I am looking at these results for cubic boron arsenide, computed at several volumes, and have seven questions.

GPAW 26.7.0, PBE with PAW data sets (gpaw-data 1.2.1) and plane waves up to 600 eV, for cubic BAs at seven volumes. The dielectric constant is the electronic part (clamped ions) in the random-phase approximation, with local fields up to 80 eV and a 24 × 24 × 24 k mesh; the ground state used 8 × 8 × 8.

```
volume (Å³/atom)  shortest distance (Å)  dielectric xx
          12.809                  2.026          8.987
          13.081                  2.041          9.041
          13.354                  2.055          9.100
          13.626                  2.069          9.066
          13.899                  2.082          9.141
          14.171                  2.096          9.212
          14.444                  2.109          9.290
```

1. Which crystal has the larger dielectric constant, the compressed or the stretched one?
2. Stretching leaves fewer electrons per volume. Why doesn't that decide the matter?
3. Is the band gap responsible?
4. Can the size of the effect be estimated by hand?
5. Why does the value drop at 13.626 Å³/atom?
6. What does a pressure of 1 GPa do?
7. Which digits can I trust?

Answer

1. The stretched one. From the smallest to the largest volume the constant rises by 0.30, or 3.4% of its first value, with a single fall at 13.626 Å³/atom. It is the electronic part only, since the nuclei are held fixed. The static constant also contains the response of the lattice, but in BAs this part is expected to be very small, because the bond is hardly polar.

2. Two effects compete: how many electrons respond, and how easily each one does. Every optical transition contributes its strength divided by the square of its energy, and the number of electrons fixes the total strength. Replacing all transition energies by one mean gap E gives

ε − 1 = (ħω_p / E)²

Here ε is the dielectric constant and ħω_p the plasma energy, whose square is proportional to the electrons per volume. If E stayed fixed, dilution would indeed lower ε, by about 1 over this series. In a molecular crystal dilution is expected to win, because moving the molecules apart hardly changes the excitations inside them. In BAs, stretching lengthens the very bonds whose electrons respond. Bonding and antibonding states then split less, and the electrons are easier to polarise.

3. Not the gap that is usually quoted. The fundamental gap of BAs is indirect, and in these calculations it widens on stretching. A uniform field drives only direct transitions as long as the nuclei stand still. The smallest direct gap does narrow, by 4.6%, but about 6% would be needed just to offset the dilution. The model therefore requires the mean energy of the direct transitions to fall faster than the lowest one, either because the others move down more or because strength shifts towards the lower ones. The model's mean gap falls by 8.5%, a value inferred from ε and not computed independently.

4. Let the mean gap vary with the bond length d as d^−s. The volume grows as d³, so

ε − 1 ∝ d^(2s − 3)

Above s = 1.5 stretching raises ε; below it, dilution wins. A simple rule for covalent bonds is s = 2, which makes ε − 1 proportional to d. The bond grows from 2.026 to 2.109 Å, a factor of 1.041. The model leaves out local fields, the variations of the field inside the cell, so it should be compared with values computed without them. The first of these is 9.756, and the estimate for the last row is

ε − 1 ≈ (9.756 − 1) × 1.041 ≈ 9.11

This is a rise of 0.36, where the calculation without local fields gives 0.52. A steeper empirical rule, s = 2.5, goes back to the dielectric constants of diamond and silicon. It gives 0.73, so the two rules bracket the result. Both start from the first row, and neither exponent was adjusted to this series. No single power fits the whole series: the s needed grows from 2.1 to 2.4 as the crystal expands, and the model does not explain why. The printed analysis after this text gives the comparison in full.

5. The drop comes from a setting. Without local fields the values rise smoothly through this row. Local fields lower ε, and they are described by plane waves up to a fixed energy of 80 eV. As the cell grows, every plane wave moves down in energy, and the group labelled {222} passes from 80.2 to 79.1 eV exactly at the drop. From there on the description is finer and ε lower by about 0.1. The row also uses fewer bands, but the offset persists in the later rows, which don't. With the same plane waves throughout, the rise would be about 0.4 instead of 0.30. Keeping the same set of local-field plane waves at every volume would avoid this step. This concerns the response only, not the cutoff of the ground-state calculation.

6. It lowers ε by about 0.03, or 0.3%, for uniform pressure near equilibrium. The slope comes from the rows at 13.899 and 14.444 Å³/atom, which share the same plane waves. It was converted to pressure with a bulk modulus of about 135 GPa, from an equation of state fitted to the energies of all seven rows.

7. Trust the direction of the trend and its rough size, but not the decimals of a single value. The optical matrix elements are uncertain by a few per cent, as much as the whole trend; much of that error is probably common to all rows, though this was not tested. One group of plane waves shifts ε by 0.1, and larger cutoffs were not tried. The response was computed on a much denser k mesh than the ground state. That mesh is not the weak point: a coarser one, tried at 13.626 Å³/atom, changes ε by less than 0.01. The treatment of the electrons matters more still. The table uses the random-phase approximation, which neglects the attraction between an excited electron and the hole it leaves. Two approximate corrections for it, run at 13.626 Å³/atom, raise ε by 1.2 and 1.9. PBE also makes the gaps too small, an error that acts the other way and makes ε too large. Even the leading 9 thus depends on the level of theory.

Numerical output:

```
Local fields and gaps:
     row  eps_no_local_fields  its_step  local_field_reduction  shell_222_eV  mean_gap_eV  direct_gap_eV  indirect_gap_eV
  12.809                9.756       n/a                 0.7694         82.43        7.012          3.376            1.137
  13.081                9.829    0.0726                  0.788         81.28        6.911          3.347            1.158
  13.354                9.907    0.0779                 0.8069         80.17         6.81          3.319            1.178
  13.626                9.988    0.0813                 0.9222          79.1        6.711          3.293            1.197
  13.899                10.08    0.0916                 0.9388         78.06        6.611          3.267            1.216
  14.171                10.18    0.0958                 0.9636         77.06        6.513          3.243            1.234
  14.444                10.28    0.1025                 0.9881         76.08        6.415           3.22            1.251
Rise of the dielectric constant over the series: 0.303
Rise in percent of the first value: 3.372
Change at the dip: -0.034
Extra local-field reduction at the dip beyond the usual step: 0.09462
Rise after removing that extra reduction: 0.3976
Rise without local fields: 0.5217
Model change, dilution only: -0.9912
Model change, dilution and smallest direct gap: -0.2176
Model change, mean gap as bond length to minus 2: 0.3578
Model change, mean gap as bond length to minus 2.5: 0.7301
Smallest local exponent s of the mean gap: 2.089
Largest local exponent s of the mean gap: 2.373
Narrowing of the mean gap in percent: 8.516
Narrowing of the smallest direct gap in percent: 4.638
fit of en/2 on 7 rows: constant -5.701 +/- 5.5e-06, coefficient of y 0.07972 +/- 0.00023, coefficient of y**2 13.05 +/- 0.011, coefficient of y**3 1.283 +/- 0.22; rms 5.37e-06, worst 13.081 9.96e-06, leave-one-out rms 2.32e-05
Volume of lowest energy in cubic angstrom per atom: 13.96
Bulk modulus near it in GPa: 134.8
Change of the dielectric constant per GPa near it: -0.02874
Shift by the weaker long-range kernel: 1.203
Shift by the stronger long-range kernel: 1.949
```
